**Q:** I have a pressure cell, a crystal of GaSb and a bulk modulus. To find out how much the crystal shrinks, I divide the pressure by the modulus. How far can I trust that?

**A:** Your rule treats the crystal as a spring that stays equally stiff however hard it is squeezed. These computed volumes put that to the test.

GaSb in the zincblende structure (2-atom cell), relaxed under hydrostatic pressure at zero temperature with its symmetry kept. Ansatz 0.2.0, PBE, scalar-relativistic plane-wave PAW, no spin polarisation, 420 eV cutoff, Gaussian smearing of 0.1 eV, Gamma-centred k meshes. Changes are relative to the cell relaxed at zero pressure (conventional a = 6.215 Å).

| applied pressure (GPa) | k mesh | volume change (%) | a change (%) | energy change (meV/atom) |
| --- | --- | --- | --- | --- |
| -1 | 12×12×12 | 2.32 | 0.77 | 2.3 |
| 1 | 12×12×12 | -2.17 | -0.73 | 1.9 |
| 4 | 12×12×12 | -7.30 | -2.49 | 25.2 |
| 12 | 12×12×12 | -16.19 | -5.72 | 152.3 |
| 25 | 12×12×12 | -24.84 | -9.08 | 442.6 |
| 50 | 14×14×14 | -34.26 | -13.05 | 1081.7 |
| 90 | 14×14×14 | -42.66 | -16.92 | 2153.6 |

Take the rows at $-1$ and $1$ GPa first. The volume changes by a little over 2 % in either direction, which corresponds to a modulus of about 45 GPa. With that value your rule gives a shrinkage of 9.0 % at 4 GPa, where the calculation finds 7.3 %. The pressure is then only about a tenth of the modulus, and the rule already overstates the shrinkage by nearly a quarter.

**Q:** What does it give at 90 GPa?

**A:** A volume loss of 202 %, which is impossible. By your rule the crystal would vanish once the pressure equalled the modulus, yet at twice that pressure the computed crystal has lost only 43 % of its volume.

The energy change, which is the energy stored by compression, fails in the opposite direction. For the computed shrinkage at 90 GPa, a spring of constant stiffness would store 760 meV per atom, while the calculation gives 2154. Too much shrinkage at a given pressure and too little energy at a given shrinkage point to the same fault: the real spring gets stiffer.

**Q:** Can I see the stiffening without a theory?

**A:** Yes, by comparing neighbouring rows. Divide each step in pressure by the accompanying drop in the logarithm of the volume, and you have the average modulus over that interval. It rises from 45 GPa around zero pressure to 293 GPa between the last two rows, and it rises at every step between.

**Q:** Why does the crystal stiffen so much?

**A:** At its natural length a bond is a balance between attraction and repulsion. The repulsion comes largely from the Pauli principle, which makes it costly to crowd electrons into the same space, and it grows roughly exponentially as the atoms approach. The attraction changes more gently, so each further bit of shortening needs a larger increase in force than the last. This is the standard theory of bonding; the table shows the stiffening, but it does not split the energy into the two parts.

**Q:** Then I could let the modulus grow in proportion to pressure. Would that cure it?

**A:** It helps over a limited range. That assumption leads to Murnaghan's equation, which has two constants: the modulus at zero pressure and its growth per unit of pressure. I adjusted both to the four rows up to 12 GPa and let the equation predict the other three. Given the computed volume, it overestimates the pressure by 3 % at 25 GPa and by 21 % at 90 GPa.

The neighbouring rows reveal this failure too. Near 1 GPa the modulus gains about 4.5 GPa for every GPa applied, but towards the end only about 3.3. Murnaghan's equation keeps that gain fixed, at about 4.4 in this fit.

**Q:** Why should the gain drop if the repulsion is exponential? That sounds like runaway growth.

**A:** Theory suggests two reasons. The larger should be that the attraction loses its share. At zero pressure the two forces cancel. Squeeze a little and both grow, so the attraction takes back part of the added pressure. It takes back a smaller part of the added stiffness, which depends more on the steeper force, so the modulus gains a lot for each GPa. Once the repulsion dominates, the gain falls towards what repulsion alone would give.

The exponential shape lowers it further. A fixed gain means that the modulus follows a power law in the volume: each per cent of shrinkage multiplies it by the same factor. An exponential repulsion instead grows by the same factor for each equal shortening in ångströms, and one per cent of a short bond is fewer ångströms than one per cent of a long bond. It therefore falls behind a power law that matched it at the start. The table shows only the combined effect.

**Q:** Can you turn that into a formula I can use?

**A:** Let $r$ be the bond length, $r_0$ its value at zero pressure and $x=r/r_0$. With the symmetry kept, bonds and cell edges shrink in proportion, so $x$ is one plus the "a change" of the table written as a fraction. A simple curve with an exponential wall is

$$E=-E_0(1+s)e^{-s},\qquad s=\frac{r-r_0}{\ell},$$

where $E_0$ is the depth of the energy well and $\ell$ the length over which the bond energy varies. Its slope is $dE/dr=(E_0/\ell)\,s\,e^{-s}$. Pressure is minus the change of energy with volume, and the volume grows with $r$ as $r^2\,dr$. Dividing the slope by $r^2$, and requiring the ordinary modulus $B_0$ for small compression, gives the Vinet equation:

$$P=3B_0\,\frac{1-x}{x^2}\,e^{\eta(1-x)},\qquad \eta=\frac{r_0}{\ell}.$$

**Q:** Show me one case with numbers.

**A:** Take 90 GPa, a row that played no part in the adjustment. The four rows up to 12 GPa give $B_0=44.5$ GPa and a modulus gain of 4.95 at zero pressure. That is above the 4.5 read from neighbouring rows, which belongs to about 1 GPa, where the gain should already have begun to fall, and which is sensitive to small pressure errors. Expanding the equation for small compression ties $\eta$ to this gain as $\eta=1.5\times(\text{gain}-1)$, so $\eta=1.5\times(4.95-1)=5.93$. The cell edge has shrunk by 16.9 %, hence $x=0.831$ and

$$P\approx 3\times44.5\times\frac{0.169}{0.831^2}\times e^{5.93\times0.169}\approx 89\ \text{GPa}.$$

That is about 1 % below the applied pressure, and the rows at 25 and 50 GPa come out closer still. The printed analysis below compares both equations row by row. This agrees with an exponential wall but does not prove one, since another smooth curve with two constants might do as well.

**Q:** In practice I know the pressure and want the volume. Is Murnaghan's equation really so bad for that?

**A:** Much less so. At 90 GPa it gives a volume loss of 40.4 % instead of 42.7 %. The crystal is by then so stiff that a large error in pressure moves the volume only slightly. Working the other way, from a measured volume to a pressure, magnifies a small error, and there the choice of equation matters.

**Q:** My handbook modulus is nearer 56 GPa, though, not 45. Is that another fault of your formula?

**A:** No, that one lies in the calculation beneath it. The functional, PBE, tends to make such bonds too long: the computed cell edge is 6.215 Å, against roughly 6.1 Å measured. Thermal expansion and zero-point motion are missing, but they would normally enlarge the computed cell further, so they do not explain the excess. A stretched crystal is a soft one, for the reason we have just discussed.

You can estimate how much this matters. In the calculation, about 3 GPa squeezes the cell to 6.1 Å, and the modulus there is about 58 GPa, close to your handbook value. This suggests that much of the softness comes from the oversized cell. It is a rough argument, since a shift of 0.05 Å in the assumed length would move that pressure by about 1.4 GPa.

**Q:** So with the Vinet equation and a corrected starting volume, I can predict my crystal at 50 GPa?

**A:** No, and here the numbers give you no warning. Real GaSb leaves the zincblende structure at roughly 7 GPa. The calculation kept the symmetry of its starting cell, so the atoms had no way to rearrange. From 12 GPa upwards the table describes a crystal held in a structure that the real one has abandoned.

**Q:** Shouldn't the enthalpy have revealed that?

**A:** Only in comparison with the enthalpy of another structure at the same pressure, and the table has no second structure. The enthalpy is $H=E+PV$, and at zero temperature the stable phase is the one with the lowest value per atom. Within a single phase it rises with pressure simply because the volume is positive. A smooth curve and a good fit show that the constrained crystal is described consistently, not that it is stable.

**Q:** Does the electronic structure at least stay the same along that constrained branch?

**A:** It does not. At $-1$ and 1 GPa the calculation finds no band gap, a known fault of PBE here, since real GaSb is a semiconductor. A gap then opens: 0.24 eV at 4 GPa, 0.67 eV at 12 GPa, smaller again at 25 and 50 GPa, with overlapping bands at 90 GPa. The rise and the fall belong to different conduction valleys. At 4 GPa the lowest empty state lies at the zone centre; at 12, 25 and 50 GPa it lies near the X point, while the smallest direct gap keeps widening, from 1.0 eV at 12 GPa to 2.5 eV at 50 GPa. The largest gap should lie where the two valleys cross, between 4 and 12 GPa. PBE usually makes such gaps too small, while the missing spin–orbit coupling would be expected to raise the top of the valence band and narrow them further. They are also read from the sampled k points, so neither their sizes nor the pressures at which they open and close are secure. The volumes follow one bonding curve to about 1 % in pressure throughout, so no abrupt effect of these changes shows, but a smooth one could be hidden in the fitted constants. The 90 GPa row may also strain the atomic datasets, and nothing in these results tests them at such short bonds.

**Q:** What should I carry over to a related crystal, say InSb?

**A:** Judge the pressure against that crystal's own modulus. InSb has longer, weaker bonds and a smaller modulus, so the constant-stiffness rule should fail at a lower pressure than in GaSb. Before using any compression curve, find out where the crystal changes structure, because the curve of a single phase will not tell you.

Numerical output:

```
Stiffness between each row and the row before, and the constant-modulus picture:
  row  mid_pressure_GPa  modulus_GPa  modulus_slope  linear_volume_change_%  harmonic_energy_meV_atom  computed_over_harmonic
   -1               n/a          n/a            n/a                   2.254                     2.248                   1.023
    1         -0.004682         44.6            n/a                  -2.233                     1.967                  0.9659
    4             2.498        55.77          4.464                  -8.969                     22.26                   1.132
   12             7.978        78.93          4.226                  -26.81                     109.5                   1.391
   25             18.48        119.7          3.886                  -56.06                     257.7                   1.717
   50             37.48        186.4          3.507                    -112                     490.3                   2.206
   90             69.98        292.9          3.278                  -201.8                     760.2                   2.833
fit of p on 4 rows (applied_pressure <= 12): coefficient of (v**(-s) - 1)/s 44.96 +/- 0.024, s 4.425; rms 0.00488, worst -1 -0.00928, leave-one-out rms 0.0596
  rows outside the fit (model, value, miss): 25 25.66, 25, 0.657; 50 54.62, 49.96, 4.66; 90 108.5, 90, 18.5
fit of p on 4 rows (applied_pressure <= 12): coefficient of 3*(1 - x)/x**2*exp(1.5*(s - 1)*(1 - x)) 44.46 +/- 0.032, s 4.95; rms 0.00647, worst -1 0.00899, leave-one-out rms 0.081
  rows outside the fit (model, value, miss): 25 24.96, 25, -0.0344; 50 49.68, 49.96, -0.277; 90 88.83, 90, -1.17
Misses of the two formulas fitted up to 12 GPa, prediction less computed:
  row  Murnaghan_pressure_miss_%  Vinet_pressure_miss_%  Murnaghan_volume_change_%  its_miss_points   gap_eV
   -1                      0.923                -0.8938                      2.297         -0.02344        0
    1                    -0.1433                -0.7654                     -2.173        -0.002829        0
    4                   -0.06725                 0.1336                     -7.304        -0.003979   0.2377
   12                   0.001928              -0.003442                     -16.19        0.0001974   0.6687
   25                      2.627                -0.1377                     -24.53            0.315   0.4322
   50                      9.332                -0.5541                     -33.14            1.119  0.06953
   90                      20.51                 -1.298                     -40.43            2.234  -0.3912
Modulus of the last interval over that of the first: 6.568
PBE pressure that brings the cell to a rough measured 6.1 A, GPa: 2.921
Estimated PBE modulus at that pressure, GPa: 57.63
```
